**Fermi sheets of ferromagnetic fcc nickel: states, moment and Drude weight**

The table holds the density of states, filled share, mean speed and band limits of the five Fermi sheets of nickel from one collinear PBE plane-wave PAW run without spin-orbit coupling. The program checks the electron and moment counts, splits ratios of the density of states into area and speed, and estimates the Drude weight from $Nv^2$ with no adjustable constant. The estimate gives 47.40 eV² against 48.656 eV² from the run, 2.6% low, as a lower bound should be. The majority sheet has 11% of the states and 52 to 55% of the Drude weight, while minority band 9 has 65% of the states and most of the moment. The output also lists spin polarisations for three weightings, rigid shifts of the Fermi level by ±0.25 eV, and the mesh and smearing scales that make the smallest pocket uncertain.

Fermi sheets of ferromagnetic fcc Ni, computed with Ansatz 0.2.0 using scalar-relativistic, collinear-spin PBE, plane waves and PAW (cutoff 420 eV), cell not relaxed. The density was converged on a 20x20x20 k mesh with 0.05 eV Gaussian smearing, and the sheets were evaluated on a 34x34x34 mesh. Band limits are relative to the Fermi level.

## Script

```python
# Table: the five Fermi sheets of fcc Ni (DOS, filled share, mean speed, band limits); Ansatz 0.2.0, PBE,
# collinear spin, PAW, no spin-orbit. Tested: counts, state and current weights, one Drude estimate.
T = {
    'row': [1, 2, 3, 4, 5],
    'sheet_dos': [0.172, 0.049, 0.076, 1.032, 0.262],  # states/eV/cell
    'sheet_spin': ['up', 'down', 'down', 'down', 'down'],
    'sheet_band': [10, 7, 8, 9, 10],
    'sheet_filled_share': [0.323, 0.996, 0.992, 0.508, 0.181],
    'sheet_mean_speed': [7.845, 2.771, 2.399, 2.135, 3.78],  # 1e5 m/s
    'sheet_bottom': [-1.332, -2.56, -1.693, -1.162, -0.724],  # eV
    'sheet_top': [7.454, 0.056, 0.392, 0.393, 7.642],  # eV
}
import numpy as np
from scipy import constants as C
N, f, v, lo, hi = (np.array(T[k], float) for k in ('sheet_dos', 'sheet_filled_share', 'sheet_mean_speed', 'sheet_bottom', 'sheet_top'))
up = np.array([s == 'up' for s in T['sheet_spin']]); sg = np.where(up, 1.0, -1.0)
# further outputs of the same run (typed): cell, totals, areas, finer shares, rigid shifts, levels
a = 2*1.762; V = a**3/4; dos_tot, mom, mabs, drude, nk, smear = 1.59, 0.6435, 0.73716, 48.656, 34, 0.05
area = np.array([20.137, 2.017, 2.714, 32.895, 14.759])
f0 = np.array([0.3232, 0.9959, 0.9917, 0.5079, 0.1813])
fp = np.array([0.3636, 1.0, 0.9988, 0.897, 0.2423])    # +0.25 eV; down band 7 is full there
fm = np.array([0.2777, 0.9867, 0.9448, 0.3258, 0.1121])  # -0.25 eV
dos_p, dos_m, el_p, el_m = 1.372, 1.283, 0.5018, -0.353
pairs = [('Gamma, band 7', -2.473, -1.69), ('Gamma, doublet', -1.285, -0.682), ('X, band 7', -0.575, 0.056),
         ('X, doublet', -0.51, 0.392), ('L, doublet', -0.635, 0.152), ('L, single level', -0.396, -0.463), ('X, band 10', 2.332, 2.282)]
stored_top = np.array([7.411, 7.602])
hb = C.hbar/C.e
r = lambda x, p=1: ' '.join(f'{y:.{p}f}' for y in x)
print(f'DOS sum {N.sum():.3f} (run total {dos_tot}); up {N[up].sum():.3f}, down {N[~up].sum():.3f} states/eV, down share {100*N[~up].sum()/N.sum():.1f}%, down/up {N[~up].sum()/N[up].sum():.2f}')
nu, nd = 9 + f[up].sum(), 6 + f[~up].sum()   # full bands: 9 up, 6 down
print(f'electrons up {nu:.3f}, down {nd:.3f}, total {nu+nd:.3f}; moment {nu-nd:.3f} muB (rounding up to 0.0025)')
m0 = 3 + sg @ f0
print(f'moment from finer shares {m0:.4f} vs run {mom} muB, difference {m0-mom:+.4f} (rounding up to 0.0003)')
print(f'moment parts: holes rows 2-4 {(1-f0[1:4]).sum():.4f} (row 4 {1-f0[3]:.4f}), row 1 minus row 5 {f0[0]-f0[4]:.4f} muB')
print(f'oppositely polarised part (absolute - net)/2 = {(mabs-mom)/2:.3f} muB')
print('level of down minus level of up (eV):')
for n, u, d in pairs:
    print(f'  {n}: {d-u:+.3f}')
Nid = V/(2*np.pi)**3*area/(hb*v*1e15)
print('identity V*area/((2pi)^3 hbar v), rows 1-5:', r(Nid, 4), 'states/eV')
print(f'  largest gap to the table {abs(Nid-N).max():.4f} (rounding 0.0005)')
print(f'row 4/row 1: DOS {N[3]/N[0]:.2f}, area {area[3]/area[0]:.2f}, inverse speed {v[0]/v[3]:.2f}')
print(f'row 4/row 3: DOS {N[3]/N[2]:.1f}, area {area[3]/area[2]:.1f}, inverse speed {v[2]/v[3]:.2f}')
print('band span top - bottom (eV):', r(hi-lo, 3))
K = hb**2*C.e*1e10/(3*C.epsilon_0*V*1e-30)
D = K*N*v**2; miss = drude - D.sum(); err = K*0.0005*(v**2 + 2*N*v).sum()
print('Drude weight from N v^2, rows 1-5 (eV^2):', r(D, 2))
print(f'  sum {D.sum():.2f} +- {err:.2f} (rounding) vs run {drude} eV^2, short by {miss:.2f} = {100*miss/drude:.1f}%')
print(f'  plasma energy {np.sqrt(D.sum()):.2f} vs run {np.sqrt(drude):.2f} eV')
print(f'  row 1 share of the run value between {100*D[0]/drude:.1f}% and {100*(D[0]+miss)/drude:.1f}%')
P = []
for n, lab in enumerate(['N', 'N v', 'N v^2']):
    w = N*v**n; P.append(sg @ w/w.sum())
    print(f'weight {lab}: shares % rows 1-5 {r(100*w/w.sum())}; polarisation {100*P[-1]:+.1f}%')
dd = sg @ D
print(f'  N v^2 polarisation with the missing part given to one spin: {100*(dd-miss)/drude:+.1f}% to {100*(dd+miss)/drude:+.1f}%')
for lab, g, el, de in (('+0.25 eV', fp, el_p, dos_p), ('-0.25 eV', fm, el_m, dos_m)):
    d = g - f0
    print(f'{lab}: share changes {r(d, 4)}, sum {d.sum():+.4f} (run {el:+.4f} e)')
    print(f'  row 4 takes {100*d[3]/d.sum():.0f}%; rigid moment {m0+sg@d:.3f} muB, slope {sg@d/d.sum():+.2f} muB per electron')
    print(f'  mean DOS over the window {abs(el)/0.25:.2f} (row 4 {abs(d[3])/0.25:.2f}), at its far end {de} states/eV')
print(f'hole shares rows 2, 3: {r(1-f0[1:3], 4)}; mesh points per X pocket (3 pockets, {nk}^3 mesh): {r((1-f0[1:3])*nk**3/3, 0)}')
print(f'band top over smearing width: row 2 {hi[1]/smear:.1f}, row 3 {hi[2]/smear:.1f}')
dk = 2*np.pi*np.sqrt(3)/a/nk
print(f'dense mesh step {dk:.3f} 1/A; energy step hbar v dk rows 1-5 (eV): {r(hb*v*1e15*dk, 2)}')
print('band 10 top, table minus second listing of the run (eV):', r(hi[[0, 4]]-stored_top, 3))
print('rounding of DOS in %, rows 1-5:', r(0.05/N, 2))
print(f'bare Sommerfeld coefficient {np.pi**2/3*C.k**2*N.sum()/C.e*C.N_A*1e3:.2f} mJ/(mol K^2)')
assert abs(nu+nd-18) < 0.003 and abs(N.sum()-dos_tot) < 0.008
assert N.argmax() == 3 and D.argmax() == 0 and (N*v).argmax() == 3
assert 0 < miss < 0.1*drude
assert P[0] < P[1] < 0 < P[2]
```

Running it gives:

```
DOS sum 1.591 (run total 1.59); up 0.172, down 1.419 states/eV, down share 89.2%, down/up 8.25
electrons up 9.323, down 8.677, total 18.000; moment 0.646 muB (rounding up to 0.0025)
moment from finer shares 0.6464 vs run 0.6435 muB, difference +0.0029 (rounding up to 0.0003)
moment parts: holes rows 2-4 0.5045 (row 4 0.4921), row 1 minus row 5 0.1419 muB
oppositely polarised part (absolute - net)/2 = 0.047 muB
level of down minus level of up (eV):
  Gamma, band 7: +0.783
  Gamma, doublet: +0.603
  X, band 7: +0.631
  X, doublet: +0.902
  L, doublet: +0.787
  L, single level: -0.067
  X, band 10: -0.050
identity V*area/((2pi)^3 hbar v), rows 1-5: 0.1720 0.0488 0.0758 1.0325 0.2616 states/eV
  largest gap to the table 0.0005 (rounding 0.0005)
row 4/row 1: DOS 6.00, area 1.63, inverse speed 3.67
row 4/row 3: DOS 13.6, area 12.1, inverse speed 1.12
band span top - bottom (eV): 8.786 2.616 2.085 1.555 8.366
Drude weight from N v^2, rows 1-5 (eV^2): 25.28 0.90 1.04 11.24 8.94
  sum 47.40 +- 0.12 (rounding) vs run 48.656 eV^2, short by 1.25 = 2.6%
  plasma energy 6.89 vs run 6.98 eV
  row 1 share of the run value between 52.0% and 54.5%
weight N: shares % rows 1-5 10.8 3.1 4.8 64.9 16.5; polarisation -78.4%
weight N v: shares % rows 1-5 27.8 2.8 3.8 45.3 20.4; polarisation -44.5%
weight N v^2: shares % rows 1-5 53.3 1.9 2.2 23.7 18.9; polarisation +6.7%
  N v^2 polarisation with the missing part given to one spin: +3.9% to +9.1%
+0.25 eV: share changes 0.0404 0.0041 0.0071 0.3891 0.0610, sum +0.5017 (run +0.5018 e)
  row 4 takes 78%; rigid moment 0.226 muB, slope -0.84 muB per electron
  mean DOS over the window 2.01 (row 4 1.56), at its far end 1.372 states/eV
-0.25 eV: share changes -0.0455 -0.0092 -0.0469 -0.1821 -0.0692, sum -0.3529 (run -0.3530 e)
  row 4 takes 52%; rigid moment 0.908 muB, slope -0.74 muB per electron
  mean DOS over the window 1.41 (row 4 0.73), at its far end 1.283 states/eV
hole shares rows 2, 3: 0.0041 0.0083; mesh points per X pocket (3 pockets, 34^3 mesh): 54 109
band top over smearing width: row 2 1.1, row 3 7.8
dense mesh step 0.091 1/A; energy step hbar v dk rows 1-5 (eV): 0.47 0.17 0.14 0.13 0.23
band 10 top, table minus second listing of the run (eV): 0.043 0.040
rounding of DOS in %, rows 1-5: 0.29 1.02 0.66 0.05 0.19
bare Sommerfeld coefficient 3.75 mJ/(mol K^2)
```
